## Why a stronger new bond can cost so much energy

A hydrogen shift breaks one bond to hydrogen and makes another, so a first count compares the strengths of the two. An O–H bond is worth roughly 5 eV and an Si–H bond roughly 4 eV (rough, recalled values), and moving hydrogen from silicon to oxygen should then release about 1 eV. For CH6OSi2 the calculation finds the opposite: the product lies 1.88 eV above the start. The count goes wrong because it follows the hydrogen and forgets the atoms that lose or gain a partner.

Nudged elastic band calculations with a climbing image for seven molecular rearrangements, computed with Ansatz 0.2.0 at the r2SCAN/STO-3G level, with spin multiplicity 1 and relaxed end structures. Barriers and reaction energies are differences in electronic energy, without zero-point terms.

| system | dispersion | orbitals | charge | force component limit | bonds made and broken | barrier forward (eV) | barrier backward (eV) | reaction energy (eV) |
| --- | --- | --- | --- | --- | --- | --- | --- | --- |
| B[SiH2][CH]([AlH2])[SiH2]O | none | restricted | 0 e | 0.03 eV/angstrom | Al-O made | 0.071 | 1.587 | -1.516 |
| CH6NSi2 | D4 | restricted | 1 e | 0.05 eV/angstrom | Si-H made, Si-H broken | 1.220 | 1.119 | 0.101 |
| CH7BSi2 | none | unrestricted | 0 e | 0.05 eV/angstrom | B-H made, B-Si broken, C-H broken | 1.482 | 1.574 | -0.092 |
| CH6OSi2 | D4 | restricted | 0 e | 0.05 eV/angstrom | O-H made, Si-H broken | 3.096 | 1.218 | 1.878 |
| C2H7NSi2 | none | restricted | 0 e | 0.05 eV/angstrom | N-H made, Si-H broken | 3.509 | 1.968 | 1.542 |
| C2H4BN | D4 | restricted | 0 e | 0.05 eV/angstrom | C-H made, C-B broken, B-H broken | 3.684 | 1.330 | 2.354 |
| AlBCl2H3N | D4 | unrestricted | 0 e | 0.05 eV/angstrom | N-H made, B-H broken | 5.686 | 0.404 | 5.282 |

The forward barrier is the height of the path's highest point above the start, and the backward barrier is its height above the product. The reaction energy is the energy of the product less that of the start. Six rows are hydrogen shifts. The first row is a rotation about a single bond that brings oxygen to aluminium, and it is discussed separately, as is AlBCl2H3N, whose highest point is in a doubtful electronic state.

## How much of the barrier is simply uphill

The top of a path cannot lie below its higher end. This gives a floor for the forward barrier with nothing adjusted: the reaction energy if the reaction runs uphill, and zero if it runs downhill. For CH6OSi2 the floor is 1.88 eV and the computed barrier is 3.10 eV, which leaves 3.10 − 1.88 = 1.22 eV for the passage itself. More than half of this barrier is therefore the price of the product.

The floor supplies between 44 and 64 percent of the barrier in the three clearly uphill shifts, CH6OSi2, C2H7NSi2 and C2H4BN. It says almost nothing about the two nearly level ones, CH6NSi2 and CH7BSi2, where the passage makes up nearly all of the barrier. As an estimate of a height it is poor. Its use is to separate two questions: why the product is high, and why the hydrogen has trouble getting across.

The first question decides the trend. On average the three uphill shifts have forward barriers 2.08 eV higher than the two level ones, and 1.92 eV of this is reaction energy. Only 0.16 eV comes from the backward barriers. Since a forward barrier is by definition the sum of reaction energy and backward barrier, the split is exact; the real finding is that the second part differs so little between the two groups, although single backward barriers range from 1.12 to 1.97 eV.

## Where the loose valences go

The reaction energies can be understood by counting valences instead of bond strengths. When a hydrogen leaves an atom, that atom has a bonding electron or an electron pair to spare. If a neighbouring atom is also short of a partner, the two can join in a double bond and the cost is small. If the shortage stays on one atom, that atom must keep a lone pair and an empty orbital, which is usually expensive. The product structures used below are inferred from the starting structures and the bonds made and broken.

In CH6OSi2 the oxygen of a four-membered ring already has its two normal partners. It can take up hydrogen only by using a lone pair, and so ends with three bonds and a formal positive charge. The electrons of the old Si–H bond stay behind on silicon. The product is in effect a divalent silicon atom, a silylene, propped up by the lone pair of an oxygen atom that has little wish to share it.

The charges along this path show how unnatural the transfer is. Hydrogen on silicon is slightly negative, about −0.13 e in the Mulliken count for the Si–H bonds that take no part. At the top the moving hydrogen is slightly positive, +0.04 e in CH6OSi2 and +0.08 e in C2H7NSi2. The hydrogen has to give up its surplus of electrons, and the electropositive silicon has to keep those it had lent out.

C2H7NSi2 follows the same pattern with the nitrogen of a C=N bond as the acceptor. Its reaction energy is 0.34 eV lower than that of CH6OSi2. Nitrogen is less electronegative than oxygen and shares its lone pair more readily, so it bears an extra partner better. The C=N bond can also take up part of the electron pair left on silicon, and the two rings differ in size. The comparison does not separate these effects from the change of element.

C2H4BN and CH7BSi2 make the best lesson, because their bond lists look alike: one bond to hydrogen made, one broken, and one ring bond broken as well. Yet the first is uphill by 2.35 eV and the second is downhill by 0.09 eV. In C2H4BN both losses fall on boron, which gives up its hydrogen and its ring carbon and is left with nitrogen as its only partner. Opening the strained three-membered ring helps, and so does the nitrogen lone pair that leans into the empty orbitals of boron, but neither makes up for the bond that is lost.

In CH7BSi2 the two losses fall on neighbours. Carbon gives up a hydrogen to boron, and the silicon next to that carbon gives up its bond to boron. Carbon and silicon can then form a C=Si double bond, while boron still has three partners. No atom is left with an abnormal valence, a strained ring has opened, and the reaction is almost level.

CH6NSi2 shows that the rule depends on what is given up. Here hydrogen moves between two silicon atoms joined by a double bond, and one of them becomes divalent. An Si–H bond replaces an Si–H bond, so the change consists mainly of exchanging the second half of the Si=Si bond for a lone pair on silicon. That half is weak: at the start the three bonds of the ring silicon are far from lying in one plane, as a good double bond would require. Silicon, unlike carbon, also holds a lone pair comfortably. The two forms end up only 0.10 eV apart.

## Why the way back stays hard

In the familiar relation of Bell, Evans and Polanyi, similar reactions share a change in reaction energy between the two directions. With equal shares, the uphill shifts should have backward barriers lower by half of 1.92 eV, or 0.96 eV. They are 0.16 eV higher instead. The uphill and the level shifts are thus not one family with a common intrinsic barrier.

The geometry at the top suggests why a strongly downhill return is still slow. In CH6OSi2 the hydrogen is then about 1.4 Å from oxygen, and in C2H7NSi2 about 1.3 Å from nitrogen, whereas a finished bond measures about 1.0 Å. On the way back this bond must be stretched by a quarter or more to reach the top. The hydrogen is by then already close to silicon, at 1.56 Å in CH6OSi2 and 1.72 Å in C2H7NSi2 against 1.45 Å at the start, so distance alone does not explain why the new bond fails to repay the cost. Theory offers a reason: the electron pair of the old bond and the lone pair of silicon crowd into one small triangle of atoms, and four electrons over three centres bind poorly.

The absolute heights deserve less trust than this division into groups. The minimal basis describes strained rings and silicon compounds badly, and the semilocal functional tends to make barriers too low. Closed-shell orbitals can err the other way where bonds are half broken. The vibrations computed at each top include values at or below zero, but how many is not reported here. A true saddle point is therefore not confirmed, and the heights belong to the paths that were found. The D4 dispersion correction was used in some rows only, but its whole amount at the tops is about 0.05 eV or less, too little to change the groups.

## Two inversions of the order

C2H7NSi2 is less uphill than CH6OSi2, yet its forward barrier is 0.41 eV higher. The whole inversion comes from the passage, since its backward barrier is higher by 0.75 eV. A likely cause is the direction of the lone pair. In both molecules the hydrogen crosses above the plane of the bonds at the acceptor atom. The ether-like oxygen has a lone pair pointing that way, but the lone pair of the C=N nitrogen lies in the plane, and the orbital above the plane is already busy with the double bond.

The bond lengths fit this picture without proving it. In CH6OSi2 the Si–O bond gives way during the crossing, from 1.74 Å at the start to 1.94 Å at the top. The Si–N bond in C2H7NSi2 hardly changes. The oxygen ring can therefore open up towards the hydrogen, while the nitrogen ring stays stiff.

The smaller inversion is between the level shifts: CH7BSi2 has a barrier 0.26 eV above that of CH6NSi2, although its reaction energy is lower. Its product is favourable because a ring bond opens and a double bond forms. At the top, however, the B–Si bond is still about 1.9 Å long, as it was at the start. The gain arrives after the summit, too late to lower it. CH6NSi2 is also a cation, and the effect of its charge cannot be isolated here.

## Two rows that follow other rules

The first row of the table breaks no bond at all. An OH group swings round until its oxygen can offer a lone pair to aluminium, which has only three partners and an empty orbital. The barrier of 0.07 eV is of the size of an ordinary rotation about a single bond. The gain of 1.52 eV has the expected sign, but its size is probably exaggerated, because a minimal basis lets two approaching groups borrow each other's functions and so overbinds them.

The backward barrier of this row, 1.59 eV, looks like those of the hydrogen shifts but means something else. There the hydrogen has to be handed over within a tight triangle. Here the new Al–O bond has to be pulled apart, and nearly the whole height is the net energy gained when that bond formed. Equal barriers do not imply equal mechanisms.

AlBCl2H3N has the highest barrier, 5.69 eV, and it should not be read as the cost of moving hydrogen. At the highest point the hydrogen is already 1.07 Å from nitrogen and 2.28 Å from boron, so the transfer is over. The spin measure ⟨S²⟩ is 0.83 there, where a pure singlet has zero, and the path search used all the iterations it was allowed.

A high product is nevertheless what the valence count predicts. Boron is left with aluminium as its only ordinary partner, and nitrogen has spent its lone pair on the new hydrogen and on holding boron, so it can no longer feed the empty orbitals as it does in C2H4BN. Whether this accounts for a reaction energy of 5.28 eV is another matter. The product may have been computed in a different electronic state from the start, and the number is best set aside.

## A rule for the next case

To judge a hydrogen shift of this kind, draw the product and count the partners of every atom before looking up any bond strength. If the loose valences sit on neighbours and can pair, or if only a weak double bond between silicon atoms is lost, the reaction can be nearly level. The one example of pairing here also opened a strained ring, so without that help expect a higher product. If they stay together on one silicon or boron atom, it should run uphill by an electronvolt or more. In the five comparable shifts the passage back from the product costs a further 1.1 to 2.0 eV, and that sum is the forward barrier. For silicon precursors in film deposition, where silylenes are common intermediates, the lesson is that a strong O–H or N–H bond in the product does not by itself make such a step easy.
